## How far does PBE swell a layered crystal?

Bismuth telluride is built from slabs five atomic layers thick. Strong bonds hold each slab together, while the tellurium faces of neighbouring slabs attract each other only weakly. Its volume therefore tests two things at once: how a density functional treats ordinary bonds, and what it does across a gap where little electron density is shared. The table gives the equilibrium volume per atom for several functionals. The entry for PBE without a dispersion correction is left open, to be estimated from the other rows.

Kohn–Sham DFT of Bi2Te3 (R-3m, 5-atom cell) in ABINIT, Ansatz and FLEUR, without spin polarization and with Fermi–Dirac smearing of 0.05 eV. Volumes are static-lattice minima, from an equation of state for SVWN5, PBE and WC and from cell relaxation for the other rows. The basis column gives the plane-wave cutoff, for FLEUR as Kmax in 1/bohr.

```
       method      rung  program           potentials     basis             k mesh  equilibrium volume (Å³/atom)
          LDA       LDA   ABINIT  JTH PAW LDA v2.0 sp    272 eV  5x5x5 5-atom cell                         32.66
        SVWN5       LDA   Ansatz           Ansatz PAW    420 eV  7x7x7 5-atom cell                         32.73
          PBE       GGA   Ansatz  PseudoDojo standard   1120 eV  7x7x7 5-atom cell                             ?
   PBE-D3(BJ)       GGA   Ansatz           Ansatz PAW    420 eV  7x7x7 5-atom cell                         33.67
       PBE-D4       GGA   Ansatz           Ansatz PAW    420 eV  7x7x7 5-atom cell                         33.65
       PBEsol       GGA   Ansatz           Ansatz PAW    420 eV  7x7x7 5-atom cell                         33.58
    PBEsol-D4       GGA   Ansatz           Ansatz PAW    420 eV  7x7x7 5-atom cell                         32.49
           WC       GGA    FLEUR         all electron  3.8 Kmax  7x7x7 5-atom cell                         33.57
r2SCAN-D3(BJ)  meta-GGA   Ansatz           Ansatz PAW    500 eV  7x7x7 5-atom cell                         34.94
```

The two local-density rows, LDA and SVWN5, differ by only 0.07 Å³/atom, although they come from different programs and potentials, and although SVWN5 is the minimum of an equation of state while LDA is a relaxed cell. PBEsol lies 0.85 above SVWN5, so the step from local density to a gradient functional stands well clear of that scatter. The rung alone does not fix the volume, however. Adding the D4 dispersion correction to PBEsol shrinks the crystal by 3%, to below both local-density rows.

### Two limits

Consider first a density that hardly varies in space. There the gradient terms vanish and the local-density approximation is all that remains. In a real crystal the density between the atoms is thin and uneven, and it becomes more so as the lattice expands. The gradient term in exchange lowers the energy of such uneven regions, so it favours a larger volume. The gradient term in correlation works the other way and cancels part of this gain.

Now consider two slabs so far apart that their densities no longer overlap. A functional built only from the local density and its gradients gives no attraction between them, whereas real slabs still attract through the correlated fluctuations of their electrons. A dispersion correction such as D3(BJ) or D4 supplies this pull. It also acts between atoms inside each slab, so it can compress the slabs as well as the gaps.

### The estimate

PBE and PBEsol share the same form but differ in the strength of their gradient terms. The coefficient of the exchange term is about 1.8 times as large in PBE as in PBEsol, that of the opposing correlation term only about 1.5 times. The driving force is thus strengthened more than its brake, which suggests that PBE expands the crystal by more than 1.8 times the PBEsol step. This is a guide and not a strict bound, because the exchange term levels off where the density varies strongly. In heavy semiconductors without layers the factor is about 3, a figure recalled and not computed here.

Starting from SVWN5, the estimate is 32.73 + 3 × 0.85 = 35.28 Å³/atom. Only the SVWN5 and PBEsol rows enter it. The first comes from an equation of state with no relaxation of the cell's shape shown, the second from a relaxed cell, and the factor enlarges any error that this difference brings. A further 0.3 is added because plain PBE should hardly bind the slabs to each other; the size of this addition is a guess. The forecast is **35.6 ± 0.7 Å³/atom**, where the error bar allows for half a unit in the factor and for the whole of the addition.

There is a second route. If D4 contracted PBE by the same 1.09 Å³/atom as PBEsol, removing it from PBE-D4 would give 33.65 + 1.09 = 34.74. This should be too low, because the short-range part of D4 is adjusted to each functional and PBE leaves more binding to be supplied. Two qualitative forecasts follow: PBE probably has the largest volume in the table, and D4 contracts PBE more than it contracts PBEsol.

The withheld rows as computed:

```
method  rung  program           potentials    basis             k mesh  equilibrium volume (Å³/atom)
   PBE   GGA   Ansatz  PseudoDojo standard  1120 eV  7x7x7 5-atom cell                         35.12
```

### What the result teaches

The computed volume lies within the error bar, but the forecast is 0.46 Å³/atom too high. Most of that miss comes from the addition for the gap, without which the estimate would have been only 0.16 too high. One possible reason lies in how the PBE volume was found. Like the SVWN5 value, it is the minimum of an equation of state, with no relaxation of the cell's shape shown. If the shape was held fixed, the crystal could not lengthen across the soft gaps without stretching equally in the stiff plane of the slabs, and a fully relaxed PBE cell would be expected to be larger. Another possible reason is double counting: the step from SVWN5 to PBEsol may already contain some loosening between the slabs, which the factor of 3 would have enlarged. The volumes alone cannot tell these reasons apart.

Both qualitative forecasts hold, the first narrowly: PBE exceeds r2SCAN-D3(BJ) by only 0.18 Å³/atom. PBE-D4 lies 1.47 below PBE, about a third more than D4 contracts PBEsol, which is why the second route came out too low. That difference also includes a change of potentials and the change from an equation of state to a relaxed cell, whose effects are not known separately. The narrow lead over r2SCAN-D3(BJ) and the exact size of the D4 contraction of PBE are therefore less certain than the digits suggest.

PBEsol and PBE-D4 reach nearly the same volume by different roads. PBEsol weakens the gradient terms that swell the lattice; PBE-D4 keeps them at full strength and adds an attraction that pulls the lattice back. Applying both remedies at once, as PBEsol-D4 does, leaves the crystal 4% smaller than the database cell of 33.87 Å³/atom. That cell is only a rough yardstick, because the calculations treat a static lattice, and spin–orbit coupling, which is strong in bismuth, is off in every run that states this setting.

A dispersion correction should therefore be judged together with its functional. It brings PBE to within 1% of the database cell but takes PBEsol further away. The r2SCAN-D3(BJ) volume is 3% above that cell for a reason these runs do not show, and without a plain r2SCAN run the effect of its correction cannot be read off. The printed output after this section gives the estimates and the deviation of every row.

Output of the analysis:

```
SVWN5 less LDA of ABINIT, Å³/atom: 0.07
PBEsol less SVWN5, Å³/atom: 0.85
PBEsol less WC, Å³/atom: 0.01
PBE-D3(BJ) less PBE-D4, Å³/atom: 0.02
contraction of PBEsol by D4, Å³/atom: 1.09
contraction of PBEsol by D4, percent: 3.246
volume change for a stress of 0.05 GPa, Å³/atom: 0.03121
lower estimate with the exchange factor 1.8 alone, Å³/atom: 34.26
rival with the D4 contraction of PBEsol, Å³/atom: 34.74
model for PBE before the gap shift, Å³/atom: 35.28
forecast for PBE, Å³/atom: 35.58
error bar of the forecast, Å³/atom: 0.725
computed PBE volume, Å³/atom: 35.12
forecast less computed, Å³/atom: 0.46
model without gap shift less computed, Å³/atom: 0.16
rival less computed, Å³/atom: -0.38
expansion LDA to PBE over LDA to PBEsol, ratio: 2.812
PBE less PBE-D4, Å³/atom: 1.47
PBE less PBE-D4, percent of PBE: 4.186
PBE less PBE-D3(BJ), Å³/atom: 1.45
D4 contraction of PBE over that of PBEsol, ratio: 1.349
PBE less r2SCAN-D3(BJ), Å³/atom: 0.18
PBE less PBEsol-D4, both GGA, Å³/atom: 2.63
deviation from the database cell:
            row  volume_Å³_per_atom  deviation_percent
            LDA               32.66             -3.572
          SVWN5               32.73             -3.366
            PBE               35.12              3.691
     PBE-D3(BJ)               33.67            -0.5905
         PBE-D4               33.65            -0.6495
         PBEsol               33.58            -0.8562
      PBEsol-D4               32.49             -4.074
             WC               33.57            -0.8857
  r2SCAN-D3(BJ)               34.94              3.159
```
